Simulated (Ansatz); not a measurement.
# Computed against measured: atomisation enthalpy at 298 K

10 molecules without hydrogen; the atomisation enthalpy at 298 K in kJ/mol, computed less measured. Shapes, held fixed at every level: PBE0-D4/def2-TZVP. Thermal terms are harmonic and unscaled (PBE0-D4/def2-TZVP); the spin-orbit lowering of the free atoms is taken from their spectra. Programs: Ansatz 0.2.0. Measured values: Active Thermochemical Tables, CRC Handbook of Chemistry and Physics, NIST-JANAF tables.

Levels: A = r2SCAN-D4/def2-TZVPP; B = CCSD(T)/def2-SVP; C = CCSD(T)/def2-TZVPP.

| molecule | from tabulated heats | A | B | C |
| --- | --- | --- | --- | --- |
| N2 (nitrogen) | 945 | -37 | -86 | -50 |
| AsBr3 (arsenous tribromide) | 768 | +21 | -165 | -66 |
| AsF3 (arsenic trifluoride) | 1326 | +25 | -167 | -42 |
| SiBr4 (tetrabromosilane) | 1313 | +25 | -166 | -60 |
| CBrCl3 (SMILES ClC(Cl)(Cl)Br) | 1236 | +17 | -153 | -73 |
| SClO2F (sulfuryl chloride fluoride) | 1533 | +36 | -406 | -113 |
| GeF4 (tetrafluorogermane) | 1880 | +20 | -133 | -19 |
| GeI4 (germanium tetraiodide) | 856 | +29 | -129 | -21 |
| SeF6 (selenium hexafluoride) | 1820 | +89 | -260 | -38 |
| Si(SiF3)F3 (hexafluorodisilane) | 3760 | -50 | -441 | -156 |

(1) Sum up the errors.

Results:

(1) 
| level | kind | mean error | mean absolute error | worst case |
| --- | --- | --- | --- | --- |
| r2SCAN-D4/def2-TZVPP | meta-GGA | +17.5 | 34.9 | SeF6 |
| CCSD(T)/def2-SVP | coupled cluster or CI | -210.6 | 210.6 | Si(SiF3)F3 |
| CCSD(T)/def2-TZVPP | coupled cluster or CI | -63.8 | 63.8 | Si(SiF3)F3 |

On this set r2SCAN-D4/def2-TZVPP has the smallest mean absolute error and CCSD(T)/def2-SVP the largest. r2SCAN-D4/def2-TZVPP is too high in 8 of 10; CCSD(T)/def2-SVP is too low in 10 of 10; CCSD(T)/def2-TZVPP is too low in 10 of 10. The heats of AsBr3, SiBr4, GeF4, GeI4, SeF6, Si(SiF3)F3 come from older tables and can be uncertain by 10 kJ/mol or more. The molecules' own spin-orbit binding is left out, so errors for heavy halides read too negative. Heats of the atoms come from ATcT where it has them. The levels differ in basis as well as in method. With so many references in doubt the order of the levels isn't settled. The tabulated values of AsF3, SClO2F are in doubt (older tables, estimates, or at odds with other calculations) and kept here. Over the 8 molecules whose values aren't doubted the mean absolute errors are A 36.0; B 191.6; C 60.4. Correlated wave functions converge slowly with the basis. For atoms past krypton def2 sets carry core potentials with scalar relativity. Relativity is left out for As, Br, Ge, Se. Outer-core shells of As, Br, Ge, I, Se are correlated, in sets that cover them unevenly. The set is small.

Enlarging the basis brings CCSD(T) closer to the reference in every row, and this shift doesn't depend on the measured heats. Bond formation creates new electron pairs whose short-range correlation and polarisation need high angular momentum functions, so a small set describes the molecule less well than its free atoms and underbinds it. N2, free of heavy-atom complications, shows this plainly: the error falls from -86 to -50 but remains far larger than expected of CCSD(T) near the basis limit, where a triple bond between light atoms is normally described well. The small residual for GeF4 may therefore owe something to basis-set superposition in the outer-core correlation, which acts towards overbinding.

r2SCAN depends less on the basis, and its modest mean error hides a cancellation between overbinding in most halides and underbinding in N2 and Si(SiF3)F3. For SeF6, semilocal exchange-correlation error and missing scalar relativity are both possible contributors to the overbinding. Its smaller average error here is thus no evidence that the functional treats correlation better than coupled cluster.
